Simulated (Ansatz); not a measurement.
# GeSb4Te7: do energies and stresses tell the same story?

The calculation used DFT r2SCAN, scalar-relativistic, plane waves, PAW in Ansatz 0.2.0.

Plane waves to 500 eV, a k mesh through Γ of 6×6×2 on the computed 12-atom cell and Gaussian smearing (0.02 eV); no spin polarisation.

Relaxed cell: P-3m1, a = 4.287 Å, b = 4.287 Å, c = 24.880 Å, α = 90.00°, β = 90.00°, γ = 120.00°, 12 atoms in the primitive cell. Whether it is the stable form of this composition wasn't checked.

Energies at zero smearing and pressures from the stress tensor, at volumes with shape and atoms relaxed:
| V (Å³/atom) | E − E(first) (meV/atom) | P (GPa) |
| --- | --- | --- |
| 31.018 | 0.00 | 1.838 |
| 32.008 | -7.78 | 0.745 |
| 32.998 | -9.90 | 0.003 |
| 33.988 | -8.49 | -0.411 |
| 34.978 | -5.47 | -0.538 |

Question: Check P = −dE/dV between neighbouring volumes, and get the bulk modulus from the pressures alone.

Answer: With 1 eV/Å³ = 160.2 GPa:
```json
{"middle V (Å³/atom)": "31.513", "−ΔE/ΔV (GPa)": "1.259", "mean P (GPa)": "1.292"}
{"middle V (Å³/atom)": "32.503", "−ΔE/ΔV (GPa)": "0.344", "mean P (GPa)": "0.374"}
{"middle V (Å³/atom)": "33.493", "−ΔE/ΔV (GPa)": "-0.229", "mean P (GPa)": "-0.204"}
{"middle V (Å³/atom)": "34.483", "−ΔE/ΔV (GPa)": "-0.489", "mean P (GPa)": "-0.475"}
```

The two differ by 0.033 GPa at most. The mean of two end pressures misses the average over a step by about ΔV² P″/12, up to 0.030 GPa here; with that taken off 0.007 GPa remains. Around V = 32.998 Å³/atom, the two neighbours give B = −V ΔP/ΔV = 32.998 × 1.156 / 1.980 = 19.3 GPa, against B0 = 18.3 GPa from the Birch–Murnaghan fit of the energies, which describes these points poorly (B0' = 18.5).

The cell holds layers, and r2SCAN describes their binding at middle range but leaves out its long-range dispersion part.

Energies and stresses do tell the same story: once the curvature of P(V) is allowed for, only 0.007 GPa separates them, which leaves little room for Pulay stress from the finite basis. The more telling result is how fast the crystal softens. Pressure rises steeply on compression but on expansion almost levels off by 34.978 Å³/atom, so 19.3 GPa is an average over a rapidly changing stiffness, not a sharply defined equilibrium modulus.

The likely reason is the split between strong, polar-covalent p bonding within the blocks and weak Te···Te contact between them. Expansion can open the gaps at little cost, whereas compression soon meets Te–Te repulsion and then loads the stiffer blocks. The modulus is low for a telluride of this family, and the cell is long along c compared with experiment; both probably reflect underbinding across the gaps. Agreement between energy and stress can't reveal such an error, since both derive from the same functional. Separate block and gap thicknesses at each volume would be needed to confirm where the strain goes.
